# ClF₃ loses much of its binding for want of d functions

The choice of basis set decides whether a computed reaction energy of chlorine trifluoride is usable at all. ClF₃ serves chip makers as a gas for etching silicon and for cleaning deposition chambers. How much energy such a reaction releases depends on the cost of breaking the Cl–F bonds. The decision here is whether a modest basis of s and p functions will do for that cost, or whether functions of higher angular momentum must be paid for.

Ansatz 0.2.0, PBE calculations on ClF₃ (neutral singlet) in six basis sets, all at the same fixed MP2(full)/6-31G* geometry and without relativistic corrections. The atomization energy refers to separation into one Cl and three F atoms and is counted from its value in cc-pV(Q+d)Z.

| basis | functions | atomization energy less its quadruple-zeta value (kJ/mol) |
| --- | --- | --- |
| STO-3G | 24 | -447.7 |
| 6-31G | 40 | -357.2 |
| 6-31Gstar | 64 | -58.1 |
| cc-pV(D+d)Z | 65 | -66.7 |
| cc-pV(T+d)Z | 129 | -8.9 |
| cc-pV(Q+d)Z | 229 | 0.0 |

The column "atomization energy less its quadruple-zeta value" is negative where the molecule is bound too weakly. The reference, 698.6 kJ/mol, is the PBE energy needed to pull ClF₃ apart into one chlorine and three fluorine atoms in the largest basis. Two neighbouring rows carry most of the story: 6-31G, and 6-31G\* (printed as 6-31Gstar), which adds d functions on all four atoms.

## What goes wrong

In 6-31G the atomization energy is 341 kJ/mol, just under half of the quadruple-zeta value. Spread over three bonds, the loss is about 119 kJ/mol for each, as much as a weak chemical bond is worth. No reaction energy that breaks these bonds can be trusted with such an error.

Nothing in the run itself looks broken. The electrons settle into the same closed-shell singlet as in the larger sets, at the same fixed geometry. The failure therefore lies in how well the basis can describe this state, and adding the d functions repairs 299 of the 357 kJ/mol.

## An energy difference has its own error

The atomization energy is the energy of the separated atoms minus that of the molecule. A small basis places both too high. If m is the height of the molecule above its own quadruple-zeta energy, and a the same height for the atoms, then

loss of atomization energy = m − a.

Only the part of the basis error that the atoms do not share does any harm.

For 6-31G the total energies of the molecule give m = 954 kJ/mol. The runs on the atoms are not printed, so a is found by taking the loss of 357 kJ/mol from m, which leaves 597 kJ/mol. More than a third of the molecule's error fails to cancel. The basis is not just coarse: it is coarser for the molecule than for the atoms.

The step to 6-31G\* shows where the imbalance sits. The molecule's energy falls by 328 kJ/mol, that of the four separated atoms together by only 29 kJ/mol. Functions that merely repaired a general coarseness would have helped both sides. These ones supply something that the molecule needs and the free atoms hardly use.

## Why the atoms do not need d functions

That much is in the numbers; the reason comes from the theory of atoms and bonds. Free chlorine and fluorine fill s and p shells only. In a spherical atom, orbitals of different angular momentum do not mix, so a d function has nothing to contribute to an occupied orbital. The open p shell makes the real atom slightly non-spherical and lets in a little d character, but no more.

The atoms' small gain has a second source. Twenty-four new functions on four atoms make six for each atom, whereas a true d shell has five. The sixth combination is spherical and improves the description of the s shells, in the free atom as well as in the molecule.

## Why the molecule does

In the molecule each atom sits in the lopsided field of its neighbours, and its p orbitals respond by leaning to one side. Take a p orbital along x, of the form x·f(r), and shift it by a small distance δ. To first order the change is −δ times the derivative along x, which is f(r) + x²·f′(r)/r. The factor x² is part spherical and part d-like. A d function is thus exactly what a p orbital needs in order to lean, and no set of s and p functions on the same atom can replace it.

The same argument holds one step lower and one step higher. An s orbital leans with the help of a p function, and a d orbital with the help of an f function. This is why such additions are called polarization functions: they have one unit of angular momentum more than the shell that is to be distorted. Whoever knows which shells hold the bonding electrons can tell which polarization functions a basis needs first.

ClF₃ can be expected to make heavier use of them than a molecule with ordinary two-electron bonds, though the table holds no such molecule for comparison. Two of its fluorine atoms lie on opposite sides of chlorine, almost in a straight line, and the usual picture gives this F–Cl–F unit four electrons and a single chlorine p orbital. The fluorine orbitals that point at chlorine form two combinations. One matches the opposite signs of the two lobes of the chlorine p orbital and makes the bond. The other has equal signs on both sides, finds no partner in that p orbital, and stays largely on the fluorine atoms.

A d function on chlorine that points along the line has equal signs at both ends. It can take up a little of this second electron pair and draw it towards the chlorine nucleus, which lowers the energy. The fluorine atoms, which carry much of the charge, use their own d functions to lean towards chlorine. The table adds both kinds at once, so it cannot say how the 299 kJ/mol divide between them.

None of this means that chlorine fills a d shell or forms sp³d hybrids. The d functions act as small corrections to the shape of orbitals built from s and p. They matter so much for the energy because several electron pairs are corrected at the same time, and because the binding is a small difference between very large totals.

## Which numbers give the failure away

The orbital energies do not. In 6-31G the highest occupied level lies only 0.35 eV above its quadruple-zeta position. In 6-31G\* it is off by 0.70 eV, although the atomization energy there is far better. A level belongs to one orbital of the molecule, whereas the atomization energy compares all electrons before and after the bonds are broken. A sound orbital energy is therefore no certificate for a bond energy.

The total energy taken alone is a poor guide too. From 6-31G\* to cc-pV(D+d)Z, which has one function more, the molecule falls by 138 kJ/mol, a clear improvement. The atoms fall by 146 kJ/mol, and the binding becomes weaker by about 9 kJ/mol. A lower energy means a better description of each system by itself, but the difference of two such energies may move either way. Some of this small reversal may come from atoms borrowing their neighbours' functions, which strengthens binding in small sets; that is a guess, not tested here.

What does reveal the fault is to follow molecule and atoms side by side while the basis grows. In the last step of the table the atoms follow the molecule closely, with a fall of 91 against 99.5 kJ/mol. In the step that brings in the d functions they barely move. A large one-sided fall is a strong hint that the earlier basis lacked something that the molecule needs and the atoms do not, and here the added functions show what it was.

## A rough rule for balance

This can be put as a simple model. If a basis is balanced, the atoms should share most of the molecule's error, and the loss should be a roughly constant fraction of m. A least-squares line through zero, fitted to the three sets with d functions below quadruple-zeta, gives a fraction of 0.109. The fit misses these rows, whose losses run from 9 to 67 kJ/mol, by 10 kJ/mol in the root mean square, so "about a tenth" is all that it says.

The 6-31G row was not part of the fit. With m = 954 kJ/mol the rule predicts a loss of 0.109 × 954 ≈ 104 kJ/mol. The computed loss is 357 kJ/mol, about 3.4 times as large. A balanced basis with the same error in the molecule would, by this rule, lose far less binding, and the excess is the mark of the absent polarization functions.

The rule breaks down in the opposite direction for STO-3G, where it predicts a loss of 2790 kJ/mol and the calculation gives 448. This minimal basis has one function for each atomic orbital of the occupied shells, and these functions cannot change their size. Most of its enormous error in the total energy belongs to the atoms themselves, above all to their inner shells, and cancels when the bonds are broken. The cancellation is almost perfect in per cent, yet the remainder is still the worst loss in the table. Here the highest occupied level does give a warning, since it lies 6.3 eV too high.

## How far to go

With d functions present, the rest is ordinary refinement. The double-zeta set cc-pV(D+d)Z is 67 kJ/mol short of the reference, and the triple-zeta set 9 kJ/mol. For a first look at whether a reaction of ClF₃ runs strongly downhill, a set with d functions may be enough. For a reaction energy meant to be good to 10 kJ/mol within PBE, triple-zeta is the smallest set here that comes into question.

The zero in the last row is a choice of reference, not the end of the series. If each further step shrank by the same factor as the last one, about 2 kJ/mol would still be to come. An inverse-cube law in the zeta number would leave about 6 kJ/mol, but that law is made for correlated wavefunctions and has no firm basis for a density functional. Three points cannot settle the matter, and the quadruple-zeta value is best read as converged to a few kJ/mol.

Convergence in the basis is also not agreement with nature. PBE is known to bind ClF₃ too strongly, while a small basis binds it too weakly, so the two errors partly compensate. The 6-31G\* result may then look better beside a measured value than the quadruple-zeta one. That would be a gain by accident, and it need not survive in a reaction where the bonds change in another way.
